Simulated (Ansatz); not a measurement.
**Ligand exchange: C2H2FI + BH2I → C2HFI2 + BH3**

Species: C2H2FI `F/C=C/I`, singlet; BH2I `BI`, singlet; C2HFI2 `F/C(I)=C\I`, singlet; BH3 (borane) `B`, singlet. The partners trade H for I: C–H and B–I bonds give way to C–I and B–H.

Shapes, held fixed at every level: PBE0-D4/def2-TZVP. Programs: Ansatz 0.2.0. The zero-point and thermal change to 298 K, harmonic and unscaled (PBE0-D4/def2-TZVP), is -7.9 kJ/mol.

```
              level                    kind  ΔH(298 K) (kJ/mol)  less CCSD(T)/def2-TZVPP
        HF/def2-SVP            Hartree–Fock              +144.5                    +21.6
   SPW92/def2-TZVPP                     LDA              +125.4                     +2.5
  PBE-D4/def2-TZVPP                     GGA              +119.6                     -3.3
B3LYP-D4/def2-TZVPP           global hybrid              +115.7                     -7.2
 wB97X-V/def2-TZVPP  range-separated hybrid              +119.7                     -3.2
       MP2/def2-SVP     perturbation theory              +128.4                     +5.5
     MP2/def2-TZVPP     perturbation theory              +118.2                     -4.7
 CCSD(T)/def2-TZVPP   coupled cluster or CI              +122.9                      0.0
```

The highest level, CCSD(T)/def2-TZVPP, gives ΔH(298 K) = +122.9 kJ/mol; the levels span +115.7 to +144.5. The column of differences is taken from that level and isn't an error. No measured value is set beside it here. For atoms past krypton def2 sets carry core potentials with scalar relativity. Outer-core shells of I are correlated in most correlated rows, in sets that cover them unevenly.

The exchange is strongly endothermic at every level, so iodine favours boron and hydrogen favours carbon in this pair. Two effects point the same way. A vinylic C–H bond is much stronger than the C–I bond that replaces it, and BH2I loses a polar B–I bond in which an iodine lone pair can donate into the empty boron p orbital. The B–H bond gained in BH3 repays only part of this, and borane has no lone-pair donor to relieve its electron deficiency. The total enthalpy doesn't separate these contributions.

Hartree–Fock gives the largest value, +144.5 kJ/mol; MP2 in the same basis gives +128.4 kJ/mol and falls further to +118.2 kJ/mol in the larger one, which suggests that missing correlation and the small basis both inflate the Hartree–Fock result. The sign is secure, but the close match of LDA to coupled cluster doesn't establish its reliability for related exchanges. The enthalpy refers to monomeric borane; dimerisation to diborane would make the overall process less endothermic.
